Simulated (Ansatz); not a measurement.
The HOMO–LUMO gap down a group: C to Sn

One atom is swapped for its congeners: CH2F2 `FCF`; SiH2F2 `F[SiH2]F`; GeH2F2 `[F][GeH2][F]`; SnH2F2 `[F][SnH2][F]`. All are singlets with charge 0.

Shapes, held fixed at every level: PBE0-D4/def2-TZVP. Programs: Ansatz 0.2.0. Values in eV.

**Question.** How should the HOMO–LUMO gap change along the series?

**Answer.** At wB97X-V/def2-TZVPP the HOMO–LUMO gap falls at every step, from 16.15 to 13.34 eV. Every level shows the same order. For atoms past krypton def2 sets carry core potentials with scalar relativity. Relativity is left out for Ge unless named. Orbital gaps aren't excitation energies, and the LUMO depends on the basis.

```json
{"level": "SPW92/def2-TZVPP", "CH2F2": "8.95", "SiH2F2": "7.55", "GeH2F2": "7.34", "SnH2F2": "6.21"}
{"level": "r2SCAN-D4/def2-TZVPP", "CH2F2": "10.26", "SiH2F2": "8.68", "GeH2F2": "8.35", "SnH2F2": "7.10"}
{"level": "BHLYP-D4/def2-TZVPP", "CH2F2": "14.06", "SiH2F2": "12.48", "GeH2F2": "12.34", "SnH2F2": "11.14"}
{"level": "PBE0-D4/def2-TZVPP", "CH2F2": "11.66", "SiH2F2": "10.19", "GeH2F2": "10.02", "SnH2F2": "8.91"}
{"level": "wB97M-V/def2-TZVPP", "CH2F2": "15.60", "SiH2F2": "14.19", "GeH2F2": "14.17", "SnH2F2": "12.83"}
{"level": "wB97X-V/def2-TZVPP", "CH2F2": "16.15", "SiH2F2": "14.75", "GeH2F2": "14.58", "SnH2F2": "13.34"}
```

The gap narrows down the group, but unevenly: the drops from C to Si and from Ge to Sn are large, while Si and Ge lie close together. At wB97M-V they are practically level, at 14.19 and 14.17 eV, so the order of this pair is much less secure than the overall fall.

The main cause is probably a lower-lying acceptor orbital. Heavier central atoms have more diffuse valence orbitals and form longer bonds with weaker overlap, which brings down the σ* combinations with H and F. Weaker E–H bonding can also raise the occupied σ levels. The small step at Ge fits the d-block contraction: the filled 3d shell screens the nuclear charge poorly, keeping germanium close to silicon in size and orbital energy. At Sn the next valence shell restores the larger change.

The absolute gap shifts more between functionals than along the series, probably largely through their differing shares of exact exchange. Gaps alone can't show how much of the narrowing comes from the HOMO and how much from the LUMO.
